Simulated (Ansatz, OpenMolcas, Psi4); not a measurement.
**SiNH5 (SMILES [SiH3]N): methods side by side**

The species is SiNH5 (7 atoms), meant as a singlet with charge 0. SMILES: `[SiH3]N`. Geometry: relaxed at PBE0-D4/def2-TZVP.

```xyz
7

Si   -0.4130   -0.2927   -0.4224
N     0.6118    0.3487    0.8013
H    -0.0183   -1.7063   -0.6533
H    -1.8132   -0.2171    0.0689
H    -0.3679    0.4027   -1.7440
H     0.3916    1.2382    1.2195
H     1.6091    0.2265    0.7299
```

Quantity: the energy change with the N2–H6 bond stretched from 1.007 to 1.813 Å, in eV. The values are calculated.

```
                          level                   kind     program  value (eV)  less CCSD(T)/def2-TZVP
    BLYP/def2-TZVP (restricted)                    GGA        Psi4        3.53                   -0.18
     PBE/def2-TZVP (restricted)                    GGA        Psi4        3.64                   -0.07
    TPSS/def2-TZVP (restricted)               meta-GGA  OpenMolcas        3.69                   -0.02
  r2SCAN/def2-TZVP (restricted)               meta-GGA  OpenMolcas        3.86                   +0.15
PBE-QIDH/def2-TZVP (restricted)          double hybrid      Ansatz        4.18                   +0.47
 RPA@PBE/def2-TZVP (restricted)                    RPA      Ansatz        3.62                   -0.09
RPA@PBE0/def2-TZVP (restricted)                    RPA      Ansatz        3.85                   +0.14
 CCSD(T)/def2-TZVP (restricted)  coupled cluster or CI        Psi4        3.71                    0.00
```

CCSD(T)/def2-TZVP (restricted) is the highest level here, not the true value. At this stretch a single reference begins to fail. The first shape isn't each level's own minimum. The values span 3.53 to 4.18 eV.

Stretching the N–H bond costs several electronvolts at every level, as expected for a strong, polar σ bond losing the overlap between the hydrogen 1s orbital and its nitrogen hybrid. As that overlap fades, the σ and σ* levels approach each other and left–right correlation between the two bonding electrons grows, so the stretch tests far more than the description of the equilibrium bond.

TPSS lies closest to CCSD(T), while BLYP and PBE fall below it and r2SCAN above. PBE-QIDH stands apart at 4.18 eV, probably because its large share of exact exchange penalises a closed-shell determinant that keeps too much ionic character. RPA moves from 3.62 to 3.85 eV when PBE orbitals are replaced by PBE0 ones, crossing the coupled-cluster value, so the close agreement of either variant can't be credited to RPA alone. The energies describe a partly broken bond and are not N–H dissociation energies, which would also require the relaxed, separated radicals.
